# Fixed-step steepest descent in imaginary time: stability and the best step

**Student.** My code for a quantum well repeats $\psi \leftarrow \psi - \tau (H - e_1)\psi$. Small $\tau$ crawls and larger $\tau$ produces a sawtooth. Evolution in imaginary time damps every excited state, so why can this fail?

**Lecturer.** First the premises. $H$ is a fixed Hermitian $N\times N$ matrix with orthonormal eigenvectors $\phi_j$ and eigenvalues $e_1 < e_2 \le \dots \le e_{N-1} < e_N = e_{\max}$. Write $\Delta_j = e_j - e_1$. The step $\tau > 0$ is an inverse energy and stays constant. The start $\psi^{(0)} = \sum_j c_j\phi_j$ has $c_1 \neq 0$. "Error" means the departure from the exact eigenpair of this matrix. In imaginary time $s$ the Schrödinger equation reads $\hbar\,\partial_s\psi = -(H - e_1)\psi$. Its exact solution over $\Delta s = \hbar\tau$ multiplies component $j$ by $e^{-\tau\Delta_j}$, which lies between 0 and 1. Your code keeps only the term linear in $\tau$, the forward Euler step.

**Student.** And the name steepest descent?

**Lecturer.** Differentiate the Rayleigh quotient $E[\psi] = \langle\psi|H|\psi\rangle/\langle\psi|\psi\rangle$ with respect to $\psi^*$. The quotient rule gives $(H - E)\psi/\langle\psi|\psi\rangle$. For normalised $\psi$ the step $-\tau(H-E)\psi$ runs down this gradient. We take the shift $e_1$ first and replace it by $E$ later.

## One step in the eigenbasis

**Lecturer.** Since $(H - e_1)\phi_j = \Delta_j\phi_j$ and the step is linear, the components never mix. After $n$ steps
$$c_j^{(n)} = \mu_j^{\,n}\,c_j, \qquad \mu_j = 1 - \tau\Delta_j. \tag{1}$$
Here $\mu_1 = 1$, so $c_1$ is preserved. The iterate tends to $c_1\phi_1$ from every start if and only if $|\mu_j| < 1$ for all $j \ge 2$. The inequality $\mu_j < 1$ holds because $\tau\Delta_j > 0$. The inequality $\mu_j > -1$ means $\tau\Delta_j < 2$, and the largest $\Delta_j$ binds:
$$0 < \tau < \tau_c = \frac{2}{e_{\max} - e_1}. \tag{2}$$
At $\tau_c$ the top component flips sign forever at constant size, and above $\tau_c$ it flips and grows. On your grid the top eigenvector alternates in sign from point to point, hence the sawtooth.

**Student.** Near $\tau_c$ the factor of the top state is close to $-1$, where the true propagator has $e^{-2}$. Surely that spoils the answer even if the loop is stable.

**Lecturer.** It spoils the path, not the limit. A fixed point obeys $(H - e_1)\psi = 0$ whatever $\tau$ is, so there is no step-size bias. We want no dynamics, only $|\mu_j| < 1$.

## The best step

**Lecturer.** For a start containing all components, the slowest one sets the asymptotic factor $f(\tau) = \max_{j\ge2}|\mu_j|$. As $\mu_j$ falls with $\Delta_j$, all of them lie between $\mu_N$ and $\mu_2$. The largest $\mu_j$ is $\mu_2$ and the largest $-\mu_j$ is $-\mu_N$, so
$$f(\tau) = \max\left(1 - \tau\Delta_2,\; \tau\Delta_N - 1\right). \tag{3}$$
The first entry falls with $\tau$ and the second rises. The maximum of a falling and a rising line is smallest where they cross, $1 - \tau\Delta_2 = \tau\Delta_N - 1$:
$$\tau^* = \frac{2}{\Delta_2 + \Delta_N} = \frac{2}{e_{\max} + e_2 - 2e_1}. \tag{4}$$
Insert this into the first entry and divide numerator and denominator by $\Delta_2$:
$$\rho = f(\tau^*) = \frac{\Delta_N - \Delta_2}{\Delta_N + \Delta_2} = \frac{\kappa - 1}{\kappa + 1}, \qquad \kappa = \frac{e_{\max} - e_1}{e_2 - e_1}. \tag{5}$$
At $\tau^*$ one has $\mu_2 = +\rho$ and $\mu_N = -\rho$. Dividing (4) by $\tau_c$ gives $\tau^*/\tau_c = \kappa/(\kappa+1)$.

**Student.** So for large $\kappa$ the best step sits almost on the cliff.

**Lecturer.** A fraction $1/(\kappa+1)$ below it, and the two sides are unequal. The slope of $f$ is $-\Delta_2$ on the left and $+\Delta_N$ on the right, $\kappa$ times steeper. With $x = \tau/\tau_c$ the left branch is $1 - 2x/\kappa$, so for large $\kappa$ the step count grows only as $1/x$ when you back off.

## The energy

**Student.** I monitor the energy, not the vector.

**Lecturer.** Put (1) into the Rayleigh quotient and subtract $e_1$:
$$E_n - e_1 = \frac{\sum_{j\ge2}\Delta_j\,\mu_j^{2n}|c_j|^2}{|c_1|^2 + \sum_{j\ge2}\mu_j^{2n}|c_j|^2}. \tag{6}$$
No term is linear in the excited amplitudes, because different eigenvectors have no matrix element of $H$ or of the identity between them. Bound each $\mu_j^{2n}$ above by $f^{2n}$ and the denominator below by $|c_1|^2$. For a normalised start $\sum_j\Delta_j|c_j|^2 = E_0 - e_1$, so
$$E_n - e_1 \le f^{2n}\,\frac{E_0 - e_1}{|c_1|^2}. \tag{7}$$
At $\tau^*$ and large $n$ the denominator tends to $|c_1|^2$, and only the two ends of the spectrum survive in the numerator. With $e_2$ nondegenerate,
$$E_n - e_1 \simeq \rho^{2n}\,\frac{\Delta_2|c_2|^2 + \Delta_N|c_N|^2}{|c_1|^2}. \tag{8}$$
The error of the vector falls as $\rho^n$ and that of the energy as $\rho^{2n}$. This is a bound at every $n$ and the actual rate only asymptotically. One decade in energy takes $\ln 10/(-2\ln f)$ steps. For large $\kappa$, $-\ln\rho = \ln[(\kappa+1)/(\kappa-1)] \simeq 2/\kappa$, which gives $\kappa\ln 10/4$ steps.

## When $e_1$ is not known

**Student.** I object to the premise. If I knew $e_1$ I would not be iterating.

**Lecturer.** Take any shift $\sigma$ and renormalise after each step. Only the ratios $r_j = c_j/c_1$ matter, and normalisation leaves them alone. Component $j$ is multiplied by $1 - \tau(e_j - \sigma) = g - \tau\Delta_j$, with $g = 1 + \tau(\sigma - e_1)$, and component 1 by $g$. For $g > 0$,
$$r_j \leftarrow \left(1 - \tau_{\rm eff}\Delta_j\right) r_j, \qquad \tau_{\rm eff} = \frac{\tau}{1 + \tau(\sigma - e_1)}. \tag{9}$$
This is exact. A wrong shift is the same iteration with a different step, and for constant $\sigma$ the results (2) to (8) hold with $\tau_{\rm eff}$ for $\tau$ and the ratios for the components.

**Student.** With $\sigma = E_n$ the shift moves and the map is nonlinear. I expect only a local statement.

**Lecturer.** You get a global one. The Rayleigh quotient lies in $[e_1, e_N]$, so for $\tau < \tau_c$ we have $1 \le g \le 1 + \tau\Delta_N < 3$, and $\tau_{\rm eff}$ stays in $[\tau/3, \tau]$. The function $f$ in (3) is a maximum of straight lines, hence convex, and on that interval it does not exceed $\max[f(\tau/3), f(\tau)] < 1$. Every ratio therefore shrinks geometrically from any start with $c_1 \ne 0$. Then $E_n \to e_1$, $\tau_{\rm eff} \to \tau$, and the asymptotic factor is again $f(\tau)$.

**Student.** How close must $E_n$ be before that factor applies?

**Lecturer.** Let $\delta = E_n - e_1$, so $\tau_{\rm eff} \simeq \tau(1 - \tau\delta)$. At $\tau^*$ and large $\kappa$, where $\tau\Delta_N \simeq 2$, the top factor has modulus about $1 - 2/\kappa - 2\tau\delta$. The new term equals $2/\kappa$ when $\delta = 1/(\kappa\tau) \simeq \Delta_2/2$. So the top state decays at the rate $\rho$ only once $\delta \ll \Delta_2$, and faster before. The decay rate $\tau_{\rm eff}\Delta_2$ of the second state changes only by the fraction $\tau\delta$.

**Student.** And above $\tau_c$? A normalised vector cannot blow up.

**Lecturer.** It cannot converge to $\phi_1$ either if $c_N \neq 0$, for then $\tau_{\rm eff}\to\tau$ and $|r_N|$ would grow. Look at a state made of $\phi_1$ and $\phi_N$, with weight $w$ in the latter, so $\delta = w\Delta_N$. Let $X = \tau\Delta_N > 2$. By (9), $r_N$ is multiplied by $1 - X/(1 + Xw)$, which equals $-1$ at $w = 1/2 - 1/X$. There the vector alternates between two states of the same energy,
$$E - e_1 = \frac{\Delta_N}{2} - \frac{1}{\tau}. \tag{10}$$
The cycle attracts its neighbourhood. With $u = |r_N|^2$ and $w = u/(1+u)$, the map is $\ln u \to \ln u + 2\ln[X/(1+Xw) - 1]$. Use $dw/d\ln u = w(1-w)$ and $X/(1+Xw) = 2$, and its slope is $1 - 8w(1-w)$, inside $(-1, 1)$ for $0 < w < 1/2$. The other components see $\tau_{\rm eff} = \tau_c$ and factors $1 - 2\Delta_j/\Delta_N$ of modulus below one. The energy goes flat at a false value, so test the residual $\|(H-E)\psi\|$ as well.

## Many occupied states

**Student.** In a real calculation I carry $M$ orbitals.

**Lecturer.** Collect them as orthonormal columns of $\Psi$. The step is $\Psi \leftarrow \Psi - \tau(H\Psi - \Psi\Lambda)$ with $\Lambda = \Psi^\dagger H\Psi$, followed by orthonormalisation, and we assume $e_{M+1} > e_M$. Replacing $\Psi$ by $\Psi U$ with unitary $U$ multiplies the new block by $U$ too, so only the subspace matters. A subspace near the exact one has a basis $\psi_p = \phi_p + \sum_{b>M} x_{bp}\phi_b$ for $p \le M$. To first order in $x$ this basis is orthonormal and $\Lambda_{qp} = e_p\delta_{qp}$. Then $H\psi_p - \sum_q\psi_q\Lambda_{qp} = \sum_b (e_b - e_p)x_{bp}\phi_b$, and
$$x_{bp} \leftarrow \left[1 - \tau(e_b - e_p)\right]x_{bp}. \tag{11}$$
The differences run from $e_{M+1} - e_M$ to $e_{\max} - e_1$. The limit (2) stands, and the argument from (3) to (5) repeats with
$$\tau^* = \frac{2}{(e_{\max} - e_1) + (e_{M+1} - e_M)}, \qquad \kappa_M = \frac{e_{\max} - e_1}{e_{M+1} - e_M}. \tag{12}$$
The error of $\mathrm{tr}\,\Lambda$ is $\sum_{b,p}(e_b - e_p)|x_{bp}|^2$ to leading order and again falls as the squared factor. This block result is a linearisation and holds only near convergence.

## The GaAs well

**Lecturer.** Now your system. One electron, width $L = 10$ nm, hard walls, no potential inside, and a constant effective mass $m^* = 0.067\,m_e$, a typical value for GaAs taken as input. The spacing is $a = 0.1$ nm, so there are $N = L/a - 1 = 99$ interior points. The three-point formula gives
$$(H\psi)_i = t\,(2\psi_i - \psi_{i-1} - \psi_{i+1}), \qquad t = \frac{\hbar^2}{2m^*a^2}, \qquad \psi_0 = \psi_{100} = 0.$$
Try $\psi_i = \sin(ij\theta)$ with $\theta = \pi/100$, which vanishes at both walls. The identity $\sin[(i-1)\varphi] + \sin[(i+1)\varphi] = 2\cos\varphi\,\sin(i\varphi)$ gives
$$e_j = 2t\,(1 - \cos j\theta), \qquad j = 1, \dots, 99. \tag{13}$$
Since $\cos 99\theta = -\cos\theta$, we get $\Delta_N = 4t\cos\theta$, $\Delta_2 = 2t(\cos\theta - \cos2\theta)$ and
$$\kappa = \frac{2\cos\theta}{\cos\theta - \cos 2\theta} \simeq \frac{4}{3\theta^2} = \frac{4}{3\pi^2}\left(\frac{L}{a}\right)^2. \tag{14}$$
The mass cancels from $\kappa$ and $\rho$.

**Student.** Numbers, please.

**Lecturer.** I carry intermediate values unrounded. The digits describe this matrix; with a two-figure mass they say less about a real well. We have $\hbar^2/2m^* = 0.5687$ eV nm$^2$ and $t = 56.87$ eV. Then $e_1 = 56.119$ meV, $e_2 = 224.4$ meV, $e_3 = 504.7$ meV and $e_{\max} = 227.41$ eV, so $\Delta_2 = 168.3$ meV and $\Delta_N = 227.35$ eV. Equation (14) gives $\kappa = 1350.8$, and its approximate form $1350.9$. The limit is $\tau_c = 8.7970\times10^{-3}$ eV$^{-1}$ and the best step $\tau^* = 8.7905\times10^{-3}$ eV$^{-1}$, or $\hbar\tau = 5.790$ as and $5.786$ as. The margin is $0.074\,\%$. Finally $\rho = 0.99852$ and $\rho^2 = 0.99704$, which is 778 steps per decade of energy error.

**Student.** A level at 227 eV in GaAs is nonsense. The effective mass means nothing there.

**Lecturer.** As physics it is an artefact of the grid, but it is an eigenvalue of the matrix you iterate, and it fixes $\tau_c$. Halving $a$ multiplies $\kappa$ and the step count by about four. Each step costs of order $N$ operations, so the work in one dimension grows as $N^3$ at fixed $L$.

**Student.** In practice I do not know $e_{\max}$ either.

**Lecturer.** Gershgorin's theorem bounds it. With a potential $V_i$, row $i$ has diagonal $2t + V_i$ and off-diagonal moduli summing to at most $2t$, so all eigenvalues lie in $[V_{\min}, 4t + V_{\max}]$ and any $\tau < 2/(4t + V_{\max} - V_{\min})$ obeys (2). For $V = 0$ the bound is $1/2t = 8.7927\times10^{-3}$ eV$^{-1}$, below $\tau_c$ but already above $\tau^*$. Keep the potential in the bound: one of height up to 0.3 eV, typical of an AlGaAs barrier, can raise $e_{\max}$ by up to that amount, $0.13\,\%$ of $\Delta_N$, more than the margin.

Here is a full run with the exact shift. Start with all amplitude on point $i = 25$, so $c_j \propto \sin(j\pi/4)$, $|c_2/c_1|^2 = 2$, $|c_{99}/c_1|^2 = 1$ and $E_0 = 2t = 113.73$ eV. The last column is the first $n$ at which (6) drops below 1 µeV.

| $\tau/\tau_c$ | $\mu_2$ | $\mu_N$ | steps per decade | steps to 1 µeV |
|---|---|---|---|---|
| $0.5$ | $0.99926$ | $0$ | 1555 | 8593 |
| $0.9$ | $0.99867$ | $-0.8$ | 863 | 4773 |
| $0.99$ | $0.99853$ | $-0.98$ | 785 | 4339 |
| $0.99926$ ($\tau^*$) | $0.99852$ | $-0.99852$ | 778 | 6499 |
| $0.99951$ ($1/2t$) | $0.99852$ | $-0.99901$ | 1166 | 9745 |

**Student.** Your table refutes you. The optimal step needs 6499 steps and a step of $0.99\,\tau_c$ only 4339.

**Lecturer.** It shows what "optimal" claims: the smallest asymptotic factor for a start that contains everything. The prefactor is a separate matter. At $\tau^*$ the prefactor in (8) is $2\Delta_2 + \Delta_N = 227.69$ eV, because the top state lingers and carries a large energy. Slightly below $\tau^*$ it dies early and only $2\Delta_2 = 0.3366$ eV remains. The top term is $\kappa/2 = 675$ times larger. The small advantage of $\tau^*$ in rate over $0.99\,\tau_c$ repays the logarithm of the prefactor ratio only after $2.4\times10^{5}$ steps, far beyond any useful tolerance. With the Rayleigh shift the extra damping above $\delta \approx \Delta_2/2 = 84$ meV removes most of the top weight early, and the count at $\tau^*$ drops. Either way a step a percent or so below $\tau_c$ loses almost nothing in rate.

**Student.** And one percent above?

**Lecturer.** At $1.01\,\tau_c$, $\mu_N = -1.02$. A smooth start does not protect you, since rounding in double precision seeds the top state at a relative size near $10^{-16}$, and fifteen decades of growth take 1744 steps. With the Rayleigh shift the cycle (10) lies $1.125$ eV above $e_1$.

**Student.** My start is usually symmetric about the centre of the well.

**Lecturer.** Reflection $i \to 100 - i$ commutes with $H$ and multiplies $\sin(ij\theta)$ by $(-1)^{j+1}$. A symmetric start has $c_j = 0$ for even $j$ and keeps it. The gap becomes $e_3 - e_1 = 448.6$ meV, while the top state $j = 99$ is symmetric and stays. Then $\kappa = 506.8$, and the step optimised for it gives 292 steps per decade. For a block of two orbitals, (12) uses $e_3 - e_2$ and gives $\kappa_2 = 811.0$.

**Student.** Is 1 µeV a sensible target?

**Lecturer.** About the tightest. Expanding (13), $e_1 = t\theta^2(1 - \theta^2/12 + \dots)$, where $t\theta^2 = \hbar^2\pi^2/2m^*L^2 = 56.124$ meV is the exact continuum level of the hard-wall model. The discretisation error is $4.6$ µeV, and iterating far below it improves nothing but the eigenvalue of the matrix.

## Range of validity

**Student.** Then state where all this holds.

**Lecturer.** Equations (1) to (7) are exact for a fixed Hermitian matrix with a finite top eigenvalue, an orthonormal basis, constant $\tau$ and the shift $e_1$; (8) is their large-$n$ limit. Without a grid or cutoff $e_{\max}$ is unbounded and no fixed step is stable. If the lowest level is degenerate, the iterate tends to the projection of the start on that level, and $e_2$ means the next distinct one. If symmetry removes components, $e_2$ and $e_{\max}$ refer to the states present, though rounding re-seeds absent ones, and any with $|\mu_j| > 1$ will grow. With the Rayleigh shift, (2) secures convergence from any start with $c_1 \neq 0$, and $\rho$ is the rate once $E_n - e_1 \ll e_2 - e_1$. The block result (12) is local and needs $e_{M+1} > e_M$; as that gap closes, $\kappa_M$ diverges. The step $\tau^*$ is best only among constant steps and for the asymptotic factor; variable steps, preconditioning and methods that keep earlier vectors are outside the derivation. If $H$ is rebuilt from the density at each step, the linearised map gains the response of the potential, and the eigenvalue differences in (1) and (11) must be replaced by the eigenvalues of the full second derivative of the energy functional.